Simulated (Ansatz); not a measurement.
## A series in temperature on ZnSe

All results are calculated (Ansatz 0.2.0). Harmonic phonon free energy (zero-point part included), entropy and heat capacity at constant volume from interpolated force constants; periodic cell, basis, potentials, k mesh and filling as listed.

Structure of every row (space group F-43m, No. 216):
```
CELL_PARAMETERS angstrom
0.00000 2.83380 2.83380
2.83380 0.00000 2.83380
2.83380 2.83380 0.00000
ATOMIC_POSITIONS crystal
Zn 0.00000 0.00000 0.00000
Se 0.25000 0.25000 0.25000
```

Settings of every row: functional PBE; dispersion D3(BJ)+ATM; accuracy medium; potentials PAW; wave cutoff 470 eV; density cutoff 3760 eV; k mesh 6x6x6; k shift 0x0x0; occupations fixed; smearing width 0 eV; spin none; SCF threshold exponent -5; phonon method finite displacements; phonon supercell 2x2x2; dipole term of polar modes left out.

Limits: loose SCF threshold; no field term in a polar crystal; volume not checked for rest.

| row | temperature (K) | phonon entropy (k_B/atom) | phonon heat capacity (k_B/atom) | phonon free energy (meV/atom) |
| --- | --- | --- | --- | --- |
| 1 | 150 | 2.585 | 2.468 | 13.07 |
| 2 | 200 | ? | ? | ? |
| 3 | 250 | 3.938 | 2.787 | -15.41 |
| 4 | 300 | 4.452 | 2.849 | -33.51 |
| 5 | 350 | 4.894 | 2.888 | -53.67 |
| 6 | 400 | 5.281 | 2.913 | -75.61 |
| 7 | 450 | 5.625 | 2.931 | -99.12 |
| 8 | 500 | 5.935 | 2.944 | -124.03 |

Question: what phonon entropy and phonon heat capacity should row 2 give?

Worked fit of phonon entropy. Entropy rises as the heat capacity times the change of ln T, so take t = ln(T / 300 K). The shown rows have t = -0.6931, -0.1823, 0, 0.1542, 0.2877, 0.4055, 0.5108. Least squares give phonon entropy = 4.4516 + 2.8194 × t + 0.1794 × t² k_B/atom; a straight line predicts inner rows, each left out in turn, worse (root mean square 0.027 against 0.0049 k_B/atom). The rows lie off it by 0.001, -0.006, 0.000, 0.003, 0.003, 0.001, -0.004 (root mean square 0.0032 k_B/atom), a smooth pattern that one more power would take up: the form is only approximate. The slope at t = 0, 2.82 k_B/atom, estimates the heat capacity at 300 K. The withheld row has t = -0.4055, so the fit gives 4.4516 + 2.8194 × (-0.4055) + 0.1794 × (-0.4055)² = 3.338 k_B/atom.

The calculation gave 3.327 k_B/atom. The fit lies 0.011 k_B/atom (0.33 % of the column's range) above it; its largest miss of a shown row is 0.006 k_B/atom.

Worked fit of phonon heat capacity. At high temperature a harmonic heat capacity falls short of its limit by a term in 1/T², so take t = (100 K / T)². The shown rows have t = 0.44444, 0.16, 0.11111, 0.08163, 0.0625, 0.04938, 0.04. Least squares give phonon heat capacity = 2.999 − 1.3998 × t + 0.4612 × t² k_B/atom; a straight line predicts inner rows, each left out in turn, worse (root mean square 0.0066 against 0.0003 k_B/atom). All shown rows lie on it to the printed digit. The constant, 2.999 k_B/atom, is to be held against the harmonic limit of 3 k_B an atom. The withheld row has t = 0.25, so the fit gives 2.999 − 1.3998 × (0.25) + 0.4612 × (0.25)² = 2.678 k_B/atom.

The calculation gave 2.678 k_B/atom. The fit meets it to the printed digit.

The other values of row 2: phonon free energy 0.28 meV/atom.
